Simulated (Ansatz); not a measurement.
# MgS: the change of pressure with volume per atom

Results calculated with Ansatz 0.2.0, not measured. Periodic Kohn-Sham DFT of a crystal at fixed atoms; pressure and stress are positive in compression; the energy is the free energy less that of spherical unpolarised free atoms; site moments are those in the method's own spheres, positive along +z.

Cell of the first row (space group Fm-3m, No. 225):
```
MgS
1.0
      0.0000     2.5485     2.5485
      2.5485     0.0000     2.5485
      2.5485     2.5485     0.0000
Mg S
1 1
Direct
  0.00000 0.00000 0.00000
  0.50000 0.50000 0.50000
```

Settings of every row: method frozen-core PAW; functional LDA; relativity scalar; k mesh 8x8x8; filling fermi-dirac; smearing width 0.01 eV; wave cutoff 420 eV; paw set soft_2.

Atom start moment: 0 on all atoms.

Limits: PAW files made with PBE.

| row | volume per atom (Å³) | pressure (GPa) |
| --- | --- | --- |
| 1 | 16.553 | 1.631 |
| 2 | 16.905 | -0.182 |
| 3 | 17.257 | -1.812 |
| 4 | 17.433 | -2.565 |
| 5 | 17.609 | -3.278 |
| 6 | 17.786 | -3.955 |
| 7 | 17.962 | ? |
| 8 | 18.314 | -5.783 |
| 9 | 18.666 | -6.85 |

Question: what pressure should row 7 give?

Worked fit of pressure. Take u = (V_r/V)^(2/3) − 1 with V_r = 17.521 Å³ an atom, which is twice the finite (Eulerian) strain; such expansions in the strain, on which the Birch-Murnaghan equation of state is built, carry the rest volume and the bulk modulus. The shown rows have u = 0.03862, 0.02415, 0.01017, 0.00336, -0.00333, -0.00996, -0.02908, -0.04132. Least squares give pressure = −2.925 + 106.433 × u + 288.35 × u² + 274 × u³ GPa; a parabola predicts inner rows, each left out in turn, worse (root mean square 0.0044 against 0.0017 GPa). The rows lie off it by 0.000, 0.001, 0.000, -0.001, -0.002, 0.002, 0.000, 0.000. The pressure vanishes at u = 0.0257, or V = 16.87 Å³ an atom, and there the bulk modulus at fixed shape and fractions is B = −V dP/dV = (2/3)(1 + u) dP/du = 83.3 GPa. The withheld row has u = -0.01644, so the fit gives −2.925 + 106.433 × (-0.01644) + 288.35 × (-0.01644)² + 274 × (-0.01644)³ = -4.598 GPa.

The calculation gave -4.597 GPa. The fit lies 0.001 GPa (0.012 % of the column's range) below it, one unit of the last digit.
